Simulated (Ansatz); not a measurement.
## MnZn: the change of energy above lowest point with volume scale

Free energy against uniform scaling of the volume at fixed shape and fractions; periodic cell, basis, potentials, k mesh and filling as listed. The results are calculated, by Ansatz 0.2.0.

The cell before it is scaled or strained (space group Pm-3m, No. 221):
```
CELL_PARAMETERS angstrom
3.07000 0.00000 0.00000
0.00000 3.07000 0.00000
0.00000 0.00000 3.07000
ATOMIC_POSITIONS crystal
Mn 0.00000 0.00000 0.00000
Zn 0.50000 0.50000 0.50000
```

Settings of every row: functional LDA; dispersion none; potentials all-electron LAPW; k mesh 9x9x9; k shift 0x0x0; occupations fermi dirac; smearing width 0.15 eV; spin collinear.

Limits: coarse k mesh, up to 40 meV an atom off; minimum outside the range; with one magnetic atom in the cell only parallel moments are possible.

| row | volume scale | V (Å³/atom) | energy above lowest point (meV/atom) |
| --- | --- | --- | --- |
| 1 | 0.92 | 13.31 | 0 |
| 2 | 0.96 | 13.889 | 48.4 |
| 3 | 1 | 14.467 | ? |
| 4 | 1.04 | 15.046 | 167.2 |
| 5 | 1.08 | 15.625 | 232.4 |

Question: what energy above lowest point should row 3 give?

Worked fit of energy above lowest point. Take u = (V_r/V)^(2/3) − 1 with V_r = 14.467 Å³ an atom, which is twice the finite (Eulerian) strain; such expansions in the strain, on which the Birch-Murnaghan equation of state is built, carry the rest volume and the bulk modulus. The shown rows have u = 0.05714, 0.02755, -0.02582, -0.05004. Least squares give energy above lowest point = 104.95 − 2219.9 × u + 6641 × u² meV/atom; a straight line predicts inner rows, each left out in turn, worse (root mean square 11 against 1.2 meV/atom). The rows lie off it by 0.2, -0.4, 0.5, -0.3 (root mean square 0.37 meV/atom). The withheld row has u = 0, so the fit gives 104.95 − 2219.9 × (0) + 6641 × (0)² = 105.0 meV/atom.

The calculation gave 105.4 meV/atom. The fit lies 0.4 meV/atom (0.17 % of the column's range) below it; its largest miss of a shown row is 0.5 meV/atom.
